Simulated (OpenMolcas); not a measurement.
## How methods differ on C2H7NSi (SMILES C=N[SiH2]C)

C2H7NSi has 11 atoms, charge 0, and is taken as a singlet. SMILES: `C=N[SiH2]C`. The coordinates come from a PBE0-D4/def2-TZVP relaxation. This is one conformer, not always the lowest.

```xyz
11

C    -0.7632    2.0272    0.3899
N    -0.7495    1.0016   -0.3364
Si   -0.3792   -0.6028    0.2474
C     1.0686   -1.2710   -0.7132
H    -0.9977    3.0090   -0.0395
H    -0.5503    2.0236    1.4719
H    -0.0751   -0.5816    1.7134
H    -1.5904   -1.4347    0.0234
H     0.8495   -1.2702   -1.7830
H     1.2928   -2.2960   -0.4079
H     1.9599   -0.6622   -0.5455
```

Quantity: the dipole moment, in D. The values are calculated.

| level | kind | program | value (D) | CPU time |
| --- | --- | --- | --- | --- |
| HF/6-31G* (spherical functions) | Hartree–Fock | OpenMolcas | 1.48 | 6.2 s |
| SVWN5/6-31G* (spherical functions) | LDA | OpenMolcas | 1.12 | 25 s |
| BLYP/6-31G* (spherical functions) | GGA | OpenMolcas | 1.08 | 36 s |
| M06-L/6-31G* (spherical functions) | meta-GGA | OpenMolcas | 1.09 | 45 s |
| r2SCAN/6-31G* (spherical functions) | meta-GGA | OpenMolcas | 1.16 | 44 s |
| B3LYP/6-31G* (spherical functions) | global hybrid | OpenMolcas | 1.16 | 34 s |
| BHLYP/6-31G* (spherical functions) | global hybrid | OpenMolcas | 1.28 | 33 s |
| M06-2X/6-31G* (spherical functions) | hybrid meta-GGA | OpenMolcas | 1.21 | 41 s |

The values span 1.08 to 1.48 D. Magnitudes only. CPU times are rough (shared hosts, several kinds of processor): they show what a rung costs within a factor of a few.

The dipole moment is largest in Hartree–Fock, at 1.48 D, and all the density functionals lie below it. Along BLYP, B3LYP and BHLYP it rises from 1.08 to 1.16 and 1.28 D as the share of exact exchange grows. That share alone does not order the whole table: r2SCAN, which has none, matches B3LYP, and M06-2X falls below BHLYP despite a comparable share.

Nitrogen draws density from both the imine carbon and the more electropositive silicon, so the net moment reflects partly opposing bond contributions as well as the nitrogen lone pair. Hartree–Fock typically exaggerates the polarity of such bonds because it lacks the correlation that moves π density back from nitrogen towards carbon. The lower functional values are consistent with a less polar C=N–Si unit, though the total moment cannot separate the π and σ contributions. Without a correlated wavefunction or measured value for this conformer, the spread shows sensitivity to the method, not which functional is most accurate.
